## Appendix: The Casimir formula for the electric quadrupole hyperfine interaction

### A.1 Premises and conventions

Angular momenta are in units of $\hbar$, electrostatics is in SI, and energies are quoted as frequencies. Phases are those of Condon and Shortley, $C^k_q=\sqrt{4\pi/(2k+1)}\,Y_{kq}$, and $T\cdot U=\sum_q(-1)^qT_qU_{-q}$. The Wigner–Eckart theorem is taken in the form

$$\langle jm|T^k_q|j'm'\rangle=(-1)^{j-m}\begin{pmatrix}j&k&j'\\-m&q&m'\end{pmatrix}\langle j\|T^k\|j'\rangle .\tag{A1}$$

The physical premises are three. (i) The nucleus stays in one state of spin $I$ and definite parity, and the charges acting on it lie outside it. (ii) The rest of the system has angular momentum $\mathbf J$, and the level $J$ is so far from all others that first-order perturbation theory suffices. (iii) No external field acts, so $\mathbf F=\mathbf I+\mathbf J$ is conserved.

### A.2 The interaction as a scalar product of rank-2 tensors

Let protons of charge $e$ sit at $\mathbf R_p$ and outer charges $q_i$ at $\mathbf r_i$, measured from the nuclear centre. For $R<r$ the Legendre expansion and the addition theorem give

$$\frac1{|\mathbf r-\mathbf R|}=\sum_k\frac{R^k}{r^{k+1}}\,C^k(\hat{\mathbf R})\cdot C^k(\hat{\mathbf r}).$$

Odd $k$ have no matrix elements within a nuclear state of definite parity, $k=0$ shifts all $F$ alike, and the triangle rule in (A1) limits $k$ to $2I$. The first term that depends on $F$ is

$$H_Q=\mathcal Q\cdot W,\qquad \mathcal Q_q=e\sum_pR_p^2C^2_q(\hat{\mathbf R}_p),\qquad W_q=\sum_i\frac{q_i}{4\pi\varepsilon_0r_i^3}C^2_q(\hat{\mathbf r}_i).\tag{A2}$$

Let $V(\mathbf R)$ be the potential of the outer charges and $V_{ab}=\partial_a\partial_bV$ at the origin. Two differentiations of $1/|\mathbf r_i-\mathbf R|$ give $V_{zz}=\sum_iq_i(3z_i^2-r_i^2)/(4\pi\varepsilon_0r_i^5)=2W_0$, because $C^2_0=(3\cos^2\theta-1)/2$. The quadrupole moment $Q$ and the coupling constant $B$ are defined in the stretched states:

$$eQ=\Big\langle II\Big|e\sum_p(3Z_p^2-R_p^2)\Big|II\Big\rangle=2\langle II|\mathcal Q_0|II\rangle,\qquad B=eQ\,\langle JJ|V_{zz}|JJ\rangle .\tag{A3}$$

The Cartesian form of (A2) is the second-order Taylor term $\tfrac12e\sum_p\sum_{ab}R_{pa}R_{pb}V_{ab}$. Laplace's equation makes $V_{ab}$ traceless, so a multiple of $\delta_{ab}$ may be subtracted:

$$H_Q=\tfrac16\sum_{ab}Q_{ab}V_{ab},\qquad Q_{ab}=e\sum_p(3R_{pa}R_{pb}-R_p^2\delta_{ab}).\tag{A4}$$

### A.3 Reduction by Racah algebra

$H_Q$ is a scalar under joint rotations, so it is diagonal in $F$ and $M_F$ and independent of $M_F$. Expand $|(IJ)FM_F\rangle$ in product states, apply (A1) once to $\mathcal Q$ and once to $W$, and average over $M_F$. What remains is a sum over all projections of four $3j$ symbols, two from the coupling coefficients and two from (A1), and this contraction is the definition of the $6j$ symbol:

$$E_Q=(-1)^{I+J+F}\begin{Bmatrix}F&J&I\\2&I&J\end{Bmatrix}\langle I\|\mathcal Q\|I\rangle\langle J\|W\|J\rangle .\tag{A5}$$

The reduced elements follow from (A1) and (A3) once one $3j$ symbol is known. The operator $3j_z^2-\mathbf j^2$ is the $q=0$ component of a rank-2 tensor, so by (A1) the symbol times $(-1)^{j-m}$ is proportional to $3m^2-j(j+1)$. Orthogonality fixes the sum over $m$ of the squared symbol at $1/5$, and the power sums give $\sum_m[3m^2-j(j+1)]^2=j(j+1)(2j+1)(2j-1)(2j+3)/5$. The symbol is positive at $m=j$ in the present phase convention. Hence

$$\begin{pmatrix}j&2&j\\-m&0&m\end{pmatrix}=(-1)^{j-m}\frac{2[3m^2-j(j+1)]}{\sqrt{\Pi_j}},\qquad \Pi_j=\frac{(2j+3)!}{(2j-2)!}.\tag{A6}$$

At $m=j$ the numerator is $2j(2j-1)$. With $\langle II|\mathcal Q_0|II\rangle\langle JJ|W_0|JJ\rangle=B/4$, equation (A5) becomes

$$E_Q=\frac B4\,(-1)^{I+J+F}\begin{Bmatrix}F&J&I\\2&I&J\end{Bmatrix}\frac{\sqrt{\Pi_I\Pi_J}}{4I(2I-1)J(2J-1)} .\tag{A7}$$

All dynamics is in $B$, all dependence on $F$ in the $6j$ symbol.

### A.4 Closed form by operator equivalents

By (A1), any two tensors of the same rank are proportional within a manifold of fixed $j$. The symmetric traceless tensor built from $\mathbf j$ is $t_{ab}(\mathbf j)=\tfrac32(j_aj_b+j_bj_a)-\delta_{ab}\mathbf j^2$, and its $zz$ component equals $j(2j-1)$ at $m=j$. Matching to (A3),

$$Q_{ab}\to\frac{eQ\,t_{ab}(\mathbf I)}{I(2I-1)},\qquad V_{ab}\to\frac{\langle JJ|V_{zz}|JJ\rangle\,t_{ab}(\mathbf J)}{J(2J-1)} .$$

Since $t_{ab}(\mathbf J)$ is symmetric and traceless, $t_{ab}(\mathbf I)$ may be replaced by $3I_aI_b$ in the contraction:

$$\sum_{ab}t_{ab}(\mathbf I)t_{ab}(\mathbf J)=3\Big[\tfrac32\sum_{ab}I_aI_b(J_aJ_b+J_bJ_a)-\mathbf I^2\mathbf J^2\Big].$$

$\mathbf I$ commutes with $\mathbf J$, so $\sum I_aI_bJ_aJ_b=(\mathbf I\cdot\mathbf J)^2$. In the other ordering $J_bJ_a=J_aJ_b+i\sum_c\epsilon_{bac}J_c$, and $\sum_{ab}\epsilon_{bac}I_aI_b=-(\mathbf I\times\mathbf I)_c=-iI_c$, so that $\sum I_aI_bJ_bJ_a=(\mathbf I\cdot\mathbf J)^2+\mathbf I\cdot\mathbf J$. Equation (A4) turns into

$$H_Q=B\,\frac{3(\mathbf I\cdot\mathbf J)^2+\tfrac32\,\mathbf I\cdot\mathbf J-\mathbf I^2\mathbf J^2}{2I(2I-1)J(2J-1)} .\tag{A8}$$

Squaring $\mathbf F=\mathbf I+\mathbf J$ gives $\mathbf I\cdot\mathbf J=C/2$ in a state of given $F$, and the result is Casimir's formula (1936):

$$E_Q=B\,\frac{\tfrac34C(C+1)-I(I+1)J(J+1)}{2I(2I-1)J(2J-1)},\qquad C=F(F+1)-I(I+1)-J(J+1).\tag{A9}$$

It applies for $I\ge1$ and $J\ge1$; otherwise the triangle rule in (A1) makes $E_Q$ vanish. For $F=I+J$, $C=2IJ$, the numerator is $IJ(2I-1)(2J-1)/2$ and $E_Q=B/4$, as (A2) gives directly for the product state $|II\rangle|JJ\rangle$. A rank-2 tensor has zero trace, so $\sum_F(2F+1)E_Q=0$ and the centre of gravity of the level is unshifted. Comparison of (A7) with (A9) evaluates the $6j$ symbol:

$$\begin{Bmatrix}F&J&I\\2&I&J\end{Bmatrix}=(-1)^{I+J+F}\,\frac{2[3C(C+1)-4I(I+1)J(J+1)]}{\sqrt{\Pi_I\Pi_J}} .$$

### A.5 One electron outside closed shells

Closed shells, taken as spherical, contribute nothing. One electron of charge $-e$ in a state $|nljm\rangle$ gives $\langle V_{zz}\rangle=-2e\langle r^{-3}\rangle\langle C^2_0\rangle/(4\pi\varepsilon_0)$. For $m_l=l$ the density is proportional to $\sin^{2l}\theta$, for which $\langle\cos^2\theta\rangle=1/(2l+3)$ and $\langle C^2_0\rangle=-l/(2l+3)$. Equation (A6) extends this to all $m_l$:

$$\langle lm_l|C^2_0|lm_l\rangle=-\frac{3m_l^2-l(l+1)}{(2l-1)(2l+3)} .$$

For $j=l+\tfrac12$ the stretched state is $|l,l\rangle|\!\uparrow\rangle$, and $l=j-\tfrac12$ gives $\langle C^2_0\rangle=-(2j-1)/(4j+4)$. For $j=l-\tfrac12$ the stretched state is orthogonal to $j_-|l,l\rangle|\!\uparrow\rangle\propto\sqrt{2l}\,|l,l-1\rangle|\!\uparrow\rangle+|l,l\rangle|\!\downarrow\rangle$, so it has weight $2l/(2l+1)$ on $m_l=l$ and $1/(2l+1)$ on $m_l=l-1$. With $3(l-1)^2-l(l+1)=(2l-1)(l-3)$,

$$\langle C^2_0\rangle=-\frac{2l^2+l-3}{(2l+1)(2l+3)}=-\frac{l-1}{2l+1},$$

which with $l=j+\tfrac12$ is again $-(2j-1)/(4j+4)$. For both couplings

$$B=\frac{e^2Q\,\langle r^{-3}\rangle}{4\pi\varepsilon_0}\,\frac{2j-1}{2j+2} .\tag{A10}$$

$B$ has the sign of $Q$ and vanishes for $j=\tfrac12$. A single hole in a closed subshell with the same $j$ has the opposite sign, since the full subshell has no field gradient.

### A.6 The symmetric top

Let the nucleus lie on the figure axis $z$, of order three or higher, of a molecule in a nondegenerate vibronic state, and let $Z$ be the space-fixed axis. The space-fixed components of $W$ follow from the molecule-fixed ones through the rotation matrix, $W_q=\sum_pD^{2*}_{qp}(\omega)W'_p$. A rotation by $2\pi/n$ about $z$ multiplies $W'_p$ by a phase that differs from unity for $0<|p|\le2<n$, so only $p=0$ survives the vibronic average. With $q=\langle V_{zz}\rangle$ in the molecular frame and $D^2_{00}=P_2(\cos\theta)$,

$$V_{ZZ}=q\,P_2(\cos\theta).$$

The rotor functions are $|JKM\rangle=\sqrt{(2J+1)/8\pi^2}\,D^{J*}_{MK}(\omega)$. The Clebsch–Gordan series for a product of two $D$ matrices, with their orthogonality, gives the integral of three, and (A6) evaluates it; the phases combine to $(-1)^{2J-2K}=1$:

$$\langle P_2\rangle=(2J+1)(-1)^{M-K}\begin{pmatrix}J&2&J\\-M&0&M\end{pmatrix}\begin{pmatrix}J&2&J\\-K&0&K\end{pmatrix}=\frac{[3M^2-J(J+1)][3K^2-J(J+1)]}{J(J+1)(2J-1)(2J+3)} .$$

At $M=J$ the first bracket is $J(2J-1)$, so that

$$B=eqQ\left[\frac{3K^2}{J(J+1)}-1\right]\frac{J}{2J+3},\tag{A11}$$

$$E_Q=eqQ\,f_{JK}\,Y,\qquad f_{JK}=\frac{3K^2}{J(J+1)}-1,\qquad Y=\frac{\tfrac34C(C+1)-I(I+1)J(J+1)}{2I(2I-1)(2J-1)(2J+3)} .\tag{A12}$$

A linear molecule in a $\Sigma$ state is the case $K=0$. Since $p=0$ implies $\Delta K=0$ and (A11) is even in $K$, the symmetry-adapted combinations of $+K$ and $-K$ have the same $E_Q$.

### A.7 Inversion lines of a top with $I=1$

For $I=1$ the expansion of A.2 ends at $k=2$. The values $F=J+1,\,J,\,J-1$ have $C=2J,\,-2,\,-2J-2$, and (A12) gives

$$Y_{J+1}=\frac{J}{4(2J+3)},\qquad Y_J=-\frac14,\qquad Y_{J-1}=\frac{J+1}{4(2J-1)} .$$

An inversion line $(J,K)$ joins the symmetric and antisymmetric states of the umbrella coordinate with $\Delta J=\Delta K=0$ and $\Delta F=0,\pm1$. The component $W'_0$ is even in that coordinate. It therefore does not connect the two states, and since their probability densities nearly coincide, it has nearly the same average in both; one $eqQ$ is used. The $\Delta F=0$ components then fall together at the unperturbed frequency $\nu_0$, and the others form two symmetric pairs:

$$\nu-\nu_0=\pm\,eqQ\,f_{JK}\,\frac{3(J+1)}{4(2J+3)}\;\;(J+1\leftrightarrow J),\qquad \pm\,eqQ\,f_{JK}\,\frac{3J}{4(2J-1)}\;\;(J-1\leftrightarrow J).\tag{A13}$$

The second pair is always the outer one, the ratio of offsets being $J(2J+3)/[(J+1)(2J-1)]$. The sign of $eqQ$ decides only which member of a pair lies above $\nu_0$, so the pure quadrupole pattern does not reveal it.

The intensities follow from (A1) as well. The dipole acts on the rotor alone and is a vector, so for $\Delta J=0$ it is proportional to $\mathbf J$. The strength summed over all final states from a level $F$ is then $(2F+1)J(J+1)$, and the total over $F$ is $3(2J+1)J(J+1)$. Within a level $F$, (A1) makes $\mathbf J$ proportional to $\mathbf F$ with factor $\mathbf J\cdot\mathbf F/F(F+1)$, so the $\Delta F=0$ strength is $(2F+1)(\mathbf J\cdot\mathbf F)^2/F(F+1)$, where $2\,\mathbf J\cdot\mathbf F=F(F+1)+J(J+1)-2$. The levels $F=J\pm1$ reach only themselves and $F=J$, so each satellite strength is a difference. For $F=J+1$, $\mathbf J\cdot\mathbf F=J(J+2)$ and the remainder is $(2J+3)J/(J+1)$; for $F=J-1$, $\mathbf J\cdot\mathbf F=J^2-1$ and it is $(2J-1)(J+1)/J$. Each satellite carries the fraction

$$s_{\rm in}=\frac{2J+3}{3(J+1)^2(2J+1)},\qquad s_{\rm out}=\frac{2J-1}{3J^2(2J+1)},\tag{A14}$$

and the central line $1-2s_{\rm in}-2s_{\rm out}$, for an optically thin sample with populations proportional to $2F+1$.

### A.8 Range of validity

*First order.* $H_Q$ also connects $J$ with $J\pm1$ and $J\pm2$ at the same $F$. The shifts are of order $(eqQ)^2/\Delta$, with $\Delta$ the distance to those levels. For a rotor $\Delta$ is at least twice the rotational constant $B_{\rm rot}$, barring accidental near-degeneracies; for an atom it is the fine-structure interval, and there second-order magnetic dipole terms can mimic part of (A9).

*Other hyperfine terms.* A term $A\,\mathbf I\cdot\mathbf J=AC/2$ commutes with (A8) and simply adds. In open-shell atoms it is often the larger term; in closed-shell molecules it is the spin–rotation interaction, with constant $c$. Further nuclear spins leave the $F$ of (A9) a good label only while their couplings are small against the quadrupole intervals. Rank-4 terms require $I\ge2$ and $J\ge2$.

*Fields.* Zeeman and Stark energies must be small against the intervals in $F$.

*The constant $B$.* Equation (A9) rests on symmetry alone, whereas (A10) and (A11) rest on models. Equation (A10) assumes a nonrelativistic electron and a rigid spherical core; polarisation of the core (Sternheimer shielding), configuration mixing and relativistic radial integrals alter the effective $\langle r^{-3}\rangle$. Equation (A11) needs an on-axis nucleus and a nondegenerate vibronic state, and its $q$ is a vibrational average with a slight dependence on $J$ and $K$ through centrifugal distortion. An asymmetric top obeys (A9) with a different $B$.

### A.9 Illustration: $^{14}$NH$_3$

Ammonia, the common nitrogen source in nitride film deposition, has its $^{14}$N nucleus ($I=1$) on the threefold axis. The input is the approximate value $eqQ=-4.09$ MHz. For $(J,K)=(3,3)$, $f=5/4$, $B=\tfrac5{12}eqQ$, and the levels $F=4,3,2$ lie at $\tfrac5{48}$, $-\tfrac5{16}$ and $\tfrac14$ in units of $eqQ$; with $eqQ<0$ the level $F=3$ is the highest. Equations (A13) and (A14) give the model's pattern, with offsets as magnitudes:

| $(J,K)$ | $f_{JK}$ | inner, units of $eqQ$ | outer, units of $eqQ$ | inner / MHz | outer / MHz | $s_{\rm in}$ / % | $s_{\rm out}$ / % | centre / % |
|---|---|---|---|---|---|---|---|---|
| (1,1) | 1/2 | 3/20 | 3/8 | 0.61 | 1.53 | 13.9 | 11.1 | 50.0 |
| (2,1) | −1/2 | 9/56 | 1/4 | 0.66 | 1.02 | 5.2 | 5.0 | 79.6 |
| (3,2) | 0 | 0 | 0 | 0 | 0 | 2.7 | 2.6 | 89.4 |
| (3,3) | 5/4 | 5/12 | 9/16 | 1.70 | 2.30 | 2.7 | 2.6 | 89.4 |

The neglected terms have the following sizes. With a typical $B_{\rm rot}=298$ GHz, $(eqQ)^2/2B_{\rm rot}=28$ Hz, so second order is negligible. The nitrogen spin–rotation term has $\mathbf I\cdot\mathbf J=J,\,-1,\,-(J+1)$ for $F=J+1,\,J,\,J-1$, and changes the inner and outer intervals by $(J+1)c$ and $-Jc$. A typical $c\approx7$ kHz gives 28 and 21 kHz in magnitude for $J=3$, which is 1.6 and 0.9 per cent of the (3,3) offsets. The magnetic couplings of the protons typically split each component by some tens of kHz, and the variation of $eqQ$ with $J$, $K$ and inversion state is typically of order 10 kHz or less. The second decimal in the table thus belongs to the pure quadrupole model, and for the (3,3) line the approximation supports satellites at about $\pm1.7$ and $\pm2.3$ MHz. For (3,2), where $3K^2=J(J+1)$, the quadrupole term vanishes, the satellites merge with the centre in the model, and the magnetic terms of 20 to 30 kHz set whatever structure remains.

For the (3,3) line, at approximately $\nu_0=23.87$ GHz, the Doppler width $\nu_0\sqrt{8k_BT\ln2/mc_0^2}$, with $c_0$ the speed of light, $T=300$ K and $m=17.03$ u, is 72 kHz. In a low-pressure cell the nitrogen satellites are therefore resolved, while the proton structure is largely hidden. Values of $eqQ$ for this molecule are customarily extracted from these satellites, so the scale of the offsets is typical of ammonia by choice of the input and is no test of the theory. What the algebra fixes without that input is the ratio of outer to inner offset, $5/2$ for $J=1$ and 1.35 for $J=3$, the scaling with $f_{JK}$, and the intensity fractions.